## Two leaky layers under a two-dimensional electron gas

A GaN HEMT on a conducting substrate has a second gate underneath it. The two-dimensional electron gas (2DEG) is one plate of a capacitor, the substrate is the other, and the semi-insulating buffer is the dielectric. In a back-bias experiment the 2DEG is held near ground, the substrate is set to a voltage $V$, and the channel conductance is read at a small drain bias as a gauge of the sheet density $n_s$. In the off state the 2DEG on the drain side is positive with respect to a grounded substrate, so $V<0$ is the polarity that matters for switching.

The buffer leaks, and its layers leak unequally. Charge then gathers where two layers meet, which is the interfacial polarization of Maxwell (1873) and Wagner (1914). Uren and co-workers (2017) applied this leaky-dielectric picture to carbon-doped buffers. At each **Predict**, commit to an answer before reading on.

## Premises and conventions

The axis $z$ points up, from substrate to 2DEG. Layer 2 is the lower one and layer 1 the upper one. Fields $E_i$ and current densities $J_i$ count positive along $+z$, $q>0$ is the elementary charge, and every field, charge and potential is the change from zero-bias equilibrium, so fixed polarization charges drop out.

1. The structure is one-dimensional.
2. Layer $i$ is homogeneous, with thickness $d_i$, permittivity $\varepsilon_i$ along $z$ and ohmic conduction $J_i=E_i/\rho_i$.
3. The 2DEG (potential 0) and the substrate (potential $V$) are equipotentials that exchange carriers freely with the adjacent layer.
4. The interface accepts a sheet charge $\sigma$ of either sign, with no thickness and no delay.
5. The displacement above the 2DEG does not change.

Per unit area define
$$C_i=\frac{\varepsilon_i}{d_i},\qquad R_i=\frac1{G_i}=\rho_id_i,\qquad \tau_i=R_iC_i=\varepsilon_i\rho_i .$$

## Step 1: where charge can collect

**Predict.** Current flows through both layers. Can space charge build up inside one of them?

Inside layer $i$, Gauss's law gives the charge density $\varrho=\varepsilon_i\,\partial_zE$, and continuity gives $\partial_t\varrho=-\partial_zJ=-\partial_zE/\rho_i$. Eliminating $\partial_zE$,
$$\partial_t\varrho=-\varrho/\tau_i .$$
There is no source term, so a layer that starts neutral stays neutral. Hence $\partial_zE=0$ and each field is uniform. Charge can collect only at the interface and on the two plates.

## Step 2: electrostatics at given $V$ and $\sigma$

The potential falls from $V$ to 0 along $+z$, and Gauss's law at the interface sets the jump of the displacement:
$$E_1d_1+E_2d_2=V,\qquad \varepsilon_1E_1-\varepsilon_2E_2=\sigma .$$
The added charge of the 2DEG is $-q\Delta n_s$. It equals the displacement above (unchanged, by premise 5) minus the displacement below, so
$$q\Delta n_s=\varepsilon_1E_1 .$$
The channel is a probe of the field in the upper layer and of nothing else.

Let $\phi=E_1d_1$ be the interface potential, so that $E_2=(V-\phi)/d_2$. The jump condition becomes $\sigma=C_1\phi-C_2(V-\phi)$, which gives
$$\phi=\frac{\sigma+C_2V}{C_1+C_2}.$$
With $q\Delta n_s=C_1\phi$,
$$q\Delta n_s=C_sV+\kappa\,\sigma,\qquad C_s=\frac{C_1C_2}{C_1+C_2}=\frac{1}{d_1/\varepsilon_1+d_2/\varepsilon_2},\qquad \kappa=\frac{C_1}{C_1+C_2}. \tag{A}$$

**Predict.** What sign of $\Delta n_s$ does a negative $\sigma$ cause, and where must the interface lie for the effect per unit charge to be largest?

A negative sheet repels electrons, so $\Delta n_s<0$, as (A) says. The fraction $\kappa$ of its image sits in the 2DEG and the rest in the substrate. Since $\kappa=(d_2/\varepsilon_2)/(d_1/\varepsilon_1+d_2/\varepsilon_2)$, it tends to 1 as the interface approaches the channel. Equation (A) uses no conduction law. On a plot of $\Delta n_s$ against $V$, a point above the capacitive line $C_sV/q$ means positive stored charge and a point below it means negative stored charge.

## Step 3: charge balance of the interface

Current enters the interface from below and leaves it above:
$$\frac{d\sigma}{dt}=J_2-J_1=G_2(V-\phi)-G_1\phi=G_2V-(G_1+G_2)\,\frac{\sigma+C_2V}{C_1+C_2}.$$
Collect the terms in $V$ over the common denominator. The numerator is $G_2(C_1+C_2)-(G_1+G_2)C_2=G_2C_1-G_1C_2$. Therefore
$$\frac{d\sigma}{dt}=-\frac{\sigma-gV}{\tau},\qquad \tau=\frac{C_1+C_2}{G_1+G_2},\qquad g=\frac{G_2C_1-G_1C_2}{G_1+G_2}. \tag{B}$$
Multiplying numerator and denominator of $g$ by $R_1R_2$ gives $g=(R_1C_1-R_2C_2)/(R_1+R_2)$, so the steady charge is
$$\sigma_\infty=gV=V\,\frac{\varepsilon_1\rho_1-\varepsilon_2\rho_2}{\rho_1d_1+\rho_2d_2}. \tag{C}$$

**Predict.** The layers are in series between the plates. Why do the capacitances and conductances add in $\tau$ as if in parallel?

The source fixes both plate potentials. A charge on the interface therefore sees both plates as ground, and it has two capacitors to ground and two leakage paths to ground. In material terms
$$\tau=\frac{\varepsilon_1/d_1+\varepsilon_2/d_2}{1/(\rho_1d_1)+1/(\rho_2d_2)}=\frac{R_2\tau_1+R_1\tau_2}{R_1+R_2}, \tag{D}$$
where the second form follows from the same multiplication by $R_1R_2$. It is a weighted mean, so $\tau$ lies between $\tau_1$ and $\tau_2$. If $R_2\gg R_1$, then $\tau\to R_1(C_1+C_2)=\tau_1(1+C_2/C_1)$. The leakier path sets the rate, but it has to charge both capacitors.

## Step 4: response to a bias step

**Predict.** The substrate jumps from 0 to $V$ at $t=0$. Which of $\sigma$, $\phi$ and $\Delta n_s$ can jump?

The right side of (B) is finite, so $\sigma$ is continuous and $\sigma(0^+)=0$. The other two jump, and (A) gives the capacitive value
$$q\Delta n_s(0^+)=C_sV=\frac{V}{d_1/\varepsilon_1+d_2/\varepsilon_2}.$$
Integrating (B) with the factor $e^{t/\tau}$,
$$\sigma(t)=\int_0^t e^{-(t-s)/\tau}\,\frac{\sigma_\infty}{\tau}\,ds=\sigma_\infty\left(1-e^{-t/\tau}\right).$$
The final state follows most simply from the current. With $d\sigma/dt=0$ both layers carry the same $J_\infty$, so $E_i=\rho_iJ_\infty$, and the voltage sum gives $J_\infty=V/(R_1+R_2)$. Then
$$q\Delta n_s(\infty)=\varepsilon_1\rho_1J_\infty=\frac{\varepsilon_1\rho_1V}{\rho_1d_1+\rho_2d_2},$$
and the jump condition gives $\sigma_\infty=(\tau_1-\tau_2)J_\infty$, which is (C) again. Consistency with (A) requires $C_s+\kappa g=\tau_1/(R_1+R_2)$. To verify it, take out $\kappa$ and use $C_s=\kappa C_2$. The bracket is $C_2+g=[C_2R_1+C_2R_2+C_1R_1-C_2R_2]/(R_1+R_2)=R_1(C_1+C_2)/(R_1+R_2)$, and $\kappa R_1(C_1+C_2)=\tau_1$. Since $\Delta n_s$ is linear in $\sigma$,
$$\Delta n_s(t)=\Delta n_s(\infty)+\left[\Delta n_s(0^+)-\Delta n_s(\infty)\right]e^{-t/\tau}. \tag{E}$$
The voltage divides by capacitance at short times and by resistance at long times, and $\sigma_\infty$ is the charge needed to pass from one division to the other.

## Step 5: the sign of the stored charge

**Predict.** Take $V<0$ and let the upper layer block far better than the lower one. Where does the interface potential go, and what charge is stored?

The leaky lower layer ties the interface to the substrate, so $\phi\to V$. Electrons arrive from below (or holes leave downward) faster than charge can pass the upper layer, and $\sigma_\infty\to C_1V<0$. The channel depletes beyond the capacitive line, from $C_sV$ to $C_1V$. In the opposite limit the upper layer ties the interface to the 2DEG, $\phi\to0$, and $\sigma_\infty\to-C_2V>0$. This positive sheet screens the substrate, and $\Delta n_s$ returns almost to zero while the bias is still on.

By (C) the sign of $\sigma_\infty$ is that of $V(\tau_1-\tau_2)$. "More blocking" thus means the larger product $\varepsilon\rho$. Thickness does not enter the criterion. A thick upper layer can have $R_1>R_2$ and still store positive charge at $V<0$ if $\tau_1<\tau_2$. For $\tau_1=\tau_2$ nothing is stored.

## Step 6: removing the bias

**Predict.** After a stress of duration $t_s$ the substrate returns to 0. What does the channel show, and how fast does it recover?

The charge is again continuous. Setting $V=0$ in (A) and (B), with $t'$ counted from the release,
$$q\Delta n_s(t')=\kappa\,\sigma_\infty\left(1-e^{-t_s/\tau}\right)e^{-t'/\tau}. \tag{F}$$
At fixed mobility the sheet resistance varies as $1/(n_s+\Delta n_s)$, so $\Delta R/R=-\Delta n_s/(n_s+\Delta n_s)$. Negative stored charge raises the on-resistance, which is current collapse. It occurs for $V<0$ when $\tau_1>\tau_2$, and its largest size is $q\Delta n_s=\kappa C_1V$. Positive stored charge leaves the channel slightly enhanced. In the linear model charging and recovery share one $\tau$.

For a ramp $V=rt$ the same integrating factor gives
$$\sigma=\int_0^te^{-(t-s)/\tau}\,\frac{g\,rs}{\tau}\,ds=gr\left[t-\tau\left(1-e^{-t/\tau}\right)\right].$$
The slope $q\,d\Delta n_s/dV$ starts at $C_s$ and bends, near $|V|=|r|\tau$, toward $\tau_1/(R_1+R_2)$. The knee moves in proportion to the ramp rate, which distinguishes ohmic relaxation from a leakage path that switches on at a fixed field.

## Carbon and iron

Carbon on the nitrogen site is an acceptor at a typical 0.9 eV above the valence band. Where it dominates, GaN:C is weakly p-type, and the undoped channel layer between it and the 2DEG is a p-n junction that $V<0$ reverse-biases. That junction is layer 1 and GaN:C is layer 2. If the junction blocks, negative charge is stored as ionized acceptors and the device collapses. If it leaks enough, for instance along dislocations, $\tau_1$ drops below $\tau_2$ and the sign reverses.

Iron has its acceptor level at a typical 0.6 eV below the conduction band. It traps the electrons of the residual donors and leaves GaN:Fe weakly n-type.

**Predict.** Does a blocking junction separate GaN:Fe from the 2DEG at $V<0$?

It does not. Electrons drift up through n-type material into the channel, so channel layer and GaN:Fe together act as layer 1. The blocking role falls to the wider-gap AlGaN/AlN layers next to the substrate, so $\tau_1<\tau_2$ is expected.

The resistivity follows from the trap balance. With $N_{\rm Fe}$ iron atoms, $N_D$ donors and negligible free density $n$, neutrality fills $N_D$ of the acceptors. Capture equals emission, $c_nn(N_{\rm Fe}-N_D)=e_nN_D$, with $c_n=\sigma_nv_{\rm th}$, $e_n=c_nn_1$ and $n_1=N_ce^{-E_T/k_BT}$ (degeneracy factor set to 1). Hence
$$n=n_1\frac{N_D}{N_{\rm Fe}-N_D},\qquad \rho_1=\frac1{q\mu n}.$$

## Range of validity

**Geometry.** Premise 1 needs lateral dimensions well above $d_1+d_2$ and no lateral flow along the interface. Trapping at the gate edge lies outside the model.

**Ohmic law.** The drift velocity $\mu E_1$ must stay below saturation, and the distance an electron drifts before recapture, $L=\mu|E_1|/[c_n(N_{\rm Fe}-N_D)]$, must be small against $d_1$. Junctions, heterobarriers and hopping paths are nonlinear. Equation (A) and the balance $d\sigma/dt=J_2-J_1$ survive, and the sign rule becomes a comparison of the two currents at the capacitive fields. The single exponential and the equality of charging and recovery times are lost.

**Plates.** The 2DEG must not pinch off, $|\Delta n_s|<n_s$. Under a gate or a pinned surface, premise 5 fails by a fraction of order $\Delta d/(d_b+\Delta d)$, where $d_b$ is the barrier thickness and $\Delta d$ the length equivalent to the finite compressibility of the 2DEG. With typical values of 22 nm and 2 nm this is 0.08. A semi-insulating substrate adds a third layer and violates premise 3.

**Sheet thickness.** Positive charge in GaN:Fe consists of donors left uncompensated when iron emits its electron, at density $N_D$ at most. It occupies a width $w=\sigma/(qN_D)$ above the interface. The field there falls linearly to zero, so the region drops $qN_Dw^2/2\varepsilon_1$. For $\tau_2\gg\tau_1$ the steady state then obeys
$$|V|=\frac{qN_Dw\,d_2}{\varepsilon_2}+\frac{qN_Dw^2}{2\varepsilon_1},$$
and the sheet model keeps the first term only, which needs $w/2\varepsilon_1\ll d_2/\varepsilon_2$.

**Delay.** A filled trap empties no faster than $e_n$, yet this adds no delay in series with $\tau$, because emission is already contained in $\rho_1$. Let $n_0$ be the bulk density from the trap balance and $z$ the height above the blocking interface, which supplies no electrons. Just after the step the free electrons obey $\mu|E_1|\,dn/dz=e_nN_D-c_n(N_{\rm Fe}-N_D)\,n$ with $n(0)=0$, so $n=n_0(1-e^{-z/L})$. The net emission rate is $e_nN_De^{-z/L}$, and per area it adds up to $e_nN_DL=\mu n_0|E_1|$, the ohmic flux. The stored charge therefore grows at the rate $|E_1|/\rho_1$ from $t=0^+$ for any $e_n\tau$, provided $L\ll d_1$.

The product $e_n\tau$ governs only the shape of the charge. For $R_2\gg R_1$, with $w=C_2|V|/(qN_D)$ and $L$ taken at the initial field $C_s|V|/\varepsilon_1$, it equals $w/L$. For $e_n\tau\gg1$ the charge grows as a fully depleted slab. For $e_n\tau\ll1$ it first appears as a partial depletion spread over about $L$, which contracts to the slab on the scale $1/e_n$ and leaves a small tail in the transient. Charge added at height $z$ has the image fraction $\kappa(z)=(d_2/\varepsilon_2+z/\varepsilon_1)/(d_1/\varepsilon_1+d_2/\varepsilon_2)$, which exceeds $\kappa$, so the time constant $\tau_1/\kappa$ shortens to $\tau_1/\kappa(z)$. Premise 4 thus needs both $w/\varepsilon_1$ and $L/\varepsilon_1$ small against $d_2/\varepsilon_2$.

**Predict.** Does heating change $e_n\tau$?

Hardly. From the trap balance,
$$e_n\tau_1=\frac{c_n\varepsilon_1}{q\mu}\,\frac{N_{\rm Fe}-N_D}{N_D},$$
in which the Boltzmann factor has cancelled. Emission and dielectric relaxation carry the same exponential $e^{-E_T/k_BT}$, so an Arrhenius plot alone cannot tell them apart.

**More layers.** A stack of $N$ layers has $N-1$ interfaces and as many time constants. A leaky layer between two blocking ones stores equal and opposite charges on its faces, and this dipole also depletes the channel at $V<0$.

## Numerical illustration: GaN:Fe on n-type SiC

All inputs are typical or assumed, at 300 K. Layer 1 is GaN:Fe with $d_1=2.0$ µm and $\varepsilon_1=10.4\,\varepsilon_0$. Layer 2 is AlGaN/AlN with $d_2=1.0$ µm, $\varepsilon_2=9.0\,\varepsilon_0$ and $\rho_2=10^{13}$ Ω cm. Further, $E_T=0.60$ eV, $N_c=2.2\times10^{18}$ cm$^{-3}$, $N_{\rm Fe}=2\times10^{18}$ cm$^{-3}$, $N_D=5\times10^{16}$ cm$^{-3}$, $\mu=100$ cm$^2$/(V s), $v_{\rm th}=2.6\times10^7$ cm/s, $\sigma_n=10^{-14}$ cm$^2$, $n_s=10^{13}$ cm$^{-2}$, substrate doping $5\times10^{18}$ cm$^{-3}$ and $V=-20$ V. The cross-section was chosen so that the emission time falls in the range of tens of milliseconds typical of iron-doped buffers at room temperature.

The trap balance gives $n_1=1.8\times10^8$ cm$^{-3}$, $n=4.7\times10^6$ cm$^{-3}$ and $\rho_1=1.3\times10^{10}$ Ω cm, and this rounded value is used below. The capacitances are $C_1=4.60$, $C_2=7.97$ and $C_s=2.92$ nF/cm$^2$, and $\kappa=0.366$.

**Predict.** Fill in the signs of the table, first for this stack and then with the two resistivities interchanged, which mimics a blocking upper layer.

| Model quantity | GaN:Fe stack | $\rho_1\leftrightarrow\rho_2$ |
|---|---|---|
| $\tau_1$ | 12 ms | 9.2 s |
| $\tau_2$ | 8.0 s | 10 ms |
| $J_\infty$ (nA/cm$^2$) | $-20$ | $-10$ |
| $\tau$ (ms) | 33 | 16 |
| $\Delta n_s(0^+)$ (cm$^{-2}$) | $-3.6\times10^{11}$ | $-3.6\times10^{11}$ |
| $\Delta n_s(\infty)$ (cm$^{-2}$) | $-1.5\times10^{9}$ | $-5.7\times10^{11}$ |
| $\sigma_\infty/q$ (cm$^{-2}$) | $+9.9\times10^{11}$ | $-5.7\times10^{11}$ |
| $\Delta n_s$ at release (cm$^{-2}$) | $+3.6\times10^{11}$ | $-2.1\times10^{11}$ |
| $\Delta R/R$ at release (%) | $-3.5$ | $+2.1$ |

In the iron stack the depletion caused by the step is screened away within a few $\tau$, and release after a long stress leaves an excess of electrons. By linearity, $V=+20$ V reverses every sign of charge, and the same stack then collapses. As long as $\tau_2\gg\tau_1$, only $J_\infty$ and $\tau_2$ and the small $\Delta n_s(\infty)$ depend much on the poorly known $\rho_2$.

Now test the premises for the iron stack. The initial field in layer 1 has magnitude 63 kV/cm, which gives a drift velocity of $6.3\times10^6$ cm/s, a few times below the typical saturation value of $2\times10^7$ cm/s, and a drift length before recapture of $L=0.125$ µm. The final field in layer 2 is 0.20 MV/cm, where ohmic behaviour is an assumption. The substrate holds its charge as accumulated electrons for $V<0$, and for $V>0$ in a depletion layer about 2 nm wide, so it is a good plate.

The sheet charge would need $w=0.20$ µm. Solving the quadratic, and ignoring the 0.05 V dropped in the neutral part of layer 1, gives $w=0.18$ µm and $\sigma/q=9.2\times10^{11}$ cm$^{-2}$, 7 % below the table. On metal-polar material the GaN-on-AlGaN interface carries a negative polarization charge that depletes GaN:Fe already at zero bias. For an assumed band bending of 2.7 V the same quadratic term gives an initial width $w_0=0.25$ µm. If no holes are supplied, the added width $\delta$ satisfies the equation above with $w\to\delta$ in the first term and $w^2\to(w_0+\delta)^2-w_0^2$ in the second. This gives $\sigma/q=7.8\times10^{11}$ cm$^{-2}$, 22 % below the table.

**Predict.** Does the release value $+3.6\times10^{11}$ cm$^{-2}$ shrink by the same fraction?

It does not. At release all buffer charge is frozen, wherever it sits, so $\Delta n_s$ jumps by $-C_sV/q$. Before release the neutral part of layer 1 has screened $\Delta n_s$ to nearly zero. The smaller charge lies nearer the channel and has the same image.

The time constant changes only modestly. Here $1/e_n=21$ ms and $e_n\tau=1.6$, in agreement with $w/L=1.6$, so the charge grows in a form between a slab and a partial depletion. The 21 ms does not add to the model's 33 ms. Charge added 0.1 to 0.2 µm above the interface shortens the time constant by 8 to 15 %, to between 30 and 28 ms, and redistribution leaves a small tail.

These numbers are the model's. It predicts that vertical charging under negative substrate bias lowers the channel resistance of this stack by a few per cent. As typical knowledge, iron-doped transistors stressed through the drain show the opposite sign, a moderate rise of on-resistance of the order of ten per cent, because electrons injected near the gate edge are captured by neutral iron, a lateral process that the one-dimensional model excludes.